## Vorticity in current DFT: a dropped chain-rule term

**Conventions.** Charge $-e$, mass $m$, coupling $e\int\mathbf j_p\cdot\mathbf A$, $\mathbf u=\mathbf j_p/n$. Define $e\mathbf A_{xc}=\delta E_{xc}/\delta\mathbf j_p|_n$ and $v_{xc}=\delta E_{xc}/\delta n|_{\mathbf j_p}$. The Kohn–Sham operator is
$$\frac{p^2}{2m}+\frac{e}{2m}\{\mathbf p,\mathbf A+\mathbf A_{xc}\}+\frac{e^2A^2}{2m}+v+v_H+v_{xc}.$$

**Gauge invariance** (Vignale and Rasolt, 1987). Under $\Psi\to e^{i\sum_k\Lambda(\mathbf r_k)}\Psi$ with smooth $\Lambda$, $\mathbf j_p\to\mathbf j_p+(\hbar/m)n\nabla\Lambda$. Both $F$ and $T_s$ change by
$$\hbar\int\mathbf j_p\cdot\nabla\Lambda+\frac{\hbar^2}{2m}\int n|\nabla\Lambda|^2 .$$
So $E_{xc}=F-T_s-E_H$ is invariant: $E_{xc}=\bar E[n,\boldsymbol\nu]$ with $\boldsymbol\nu=\nabla\times\mathbf u$. At fixed $n$, $\delta\boldsymbol\nu=\nabla\times(\delta\mathbf j_p/n)$, and partial integration gives
$$e\mathbf A_{xc}=\frac1n\nabla\times\frac{\delta\bar E}{\delta\boldsymbol\nu},\qquad\nabla\cdot(n\mathbf A_{xc})=0 .$$

**Setting.** Hydrogen 2p, $m_l=-1$, fixed nucleus, spin omitted, $B=10$ T along $z$, $\mathbf A=\tfrac12\mathbf B\times\mathbf r$. The phase $e^{-i\varphi}$ gives $\mathbf u=-(\hbar/m\rho)\hat{\boldsymbol\varphi}$, with $\rho$ the distance from the axis; $\boldsymbol\nu$ is a delta line on the axis. Orbital Zeeman shift: $-\mu_BB=-0.58$ meV. The diamagnetic shift, $e^2B^2\langle\rho^2\rangle/8m=0.15$ µeV with $\langle\rho^2\rangle=24a_0^2$, is neglected.

**Model**, with illustrative $\lambda=0.01$:
$$E_{xc}=-E_H+\lambda K,\qquad K=\min_\chi\frac m2\int n\left|\mathbf u-\frac\hbar m\nabla\chi\right|^2 .$$
$\chi$ is smooth and absorbs $\Lambda$, so $K=K[n,\boldsymbol\nu]$. Here $\nabla\cdot\mathbf j_p=0$ makes $\chi=0$. Stationarity in $\chi$ gives $e\mathbf A_{xc}=\lambda m\mathbf u$ and $\delta K/\delta n|_{\boldsymbol\nu}=mu^2/2\equiv w=\hbar^2/2m\rho^2$.

### Wrong attempt (line 1 is false)

1. $v_{xc}=\delta\bar E/\delta n|_{\boldsymbol\nu}=-v_H+\lambda w$.
2. On $e^{-i\varphi}$ the $\mathbf A_{xc}$ term equals $e\mathbf A_{xc}\cdot\mathbf u=2\lambda w$.
3. The centrifugal term $w$ becomes $s^2w$, $s^2=1+\beta\lambda$, $\beta=3$.
4. The nodeless solution is $\rho^se^{-r/(1+s)a_0}e^{-i\varphi}$, with
$$\varepsilon_\beta=-\frac{E_h}{2(1+s)^2}-\mu_BB .$$
5. $s=1.0149$: the level rises by **50.1 meV (wrong)** from its $\lambda=0$ value.

### Symptom

$E_H$ cancels, and every remaining energy term is homogeneous of degree one under $(n,\mathbf j_p)\to(fn,f\mathbf j_p)$. Euler's theorem requires $\int n(v_{xc}+v_H)+e\int\mathbf j_p\cdot\mathbf A_{xc}=\lambda K$, hence $\varepsilon=E$. The attempt yields $3\lambda K$. With $K=\langle w\rangle=\partial\varepsilon/\partial s^2=E_h/[2s(1+s)^3]$,
$$\varepsilon-E=2\lambda K=32.8\ \text{meV}\neq0 .$$
Second sign: written with $(\mathbf p+e\mathbf A+e\mathbf A_{xc})^2/2m$, the scalar potential contains $v_{xc}-(e^2/m)\mathbf A\cdot\mathbf A_{xc}$. Line 1 and $\mathbf A_{xc}$ are invariant while $e\mathbf A\to e\mathbf A-\hbar\nabla\Lambda$, so this potential depends on the gauge.

### Faulty line

Line 1. Varying $n$ at fixed $\mathbf j_p$ changes $\boldsymbol\nu$: $\delta\boldsymbol\nu=-\nabla\times(\mathbf u\,\delta n/n)$.

### Mended calculation

$$\int\frac{\delta\bar E}{\delta\boldsymbol\nu}\cdot\delta\boldsymbol\nu=-\int e\mathbf A_{xc}\cdot\mathbf u\,\delta n\quad\Rightarrow\quad v_{xc}=\frac{\delta\bar E}{\delta n}\bigg|_{\boldsymbol\nu}-e\mathbf A_{xc}\cdot\frac{\mathbf j_p}{n}.$$
The restored term joins $-(e^2/m)\mathbf A\cdot\mathbf A_{xc}$ to form $-e\mathbf A_{xc}\cdot(\mathbf u+e\mathbf A/m)$, which holds the invariant physical velocity. In the model $v_{xc}=-v_H-\lambda w$, so $\beta=1$, $s=1.0050$, $\varepsilon=E$, and the level rises by **16.9 meV**.

### Size of the error

- Eigenvalue: $\varepsilon_3-\varepsilon_1=33.2$ meV, 57 times $\mu_BB$. To first order it is $\lambda E_h/8=34.0$ meV. It does not depend on $B$, because $\mathbf u$ is fixed by $m_l$.
- Total energy on the wrong orbital: $33.2-32.8=0.4$ meV too high, second order in $\lambda$ but comparable to the Zeeman shift.

These numbers are the model's, set by the chosen $\lambda$, and overshoot real hydrogen entirely. For one electron $F$ and $T_s$ are the same constrained search, so the exact $E_{xc}=-E_H[n]$ has $\mathbf A_{xc}=0$: both the 16.9 meV shift and the cost of the slip are then zero, and the exact one-electron functional cannot expose the missing term.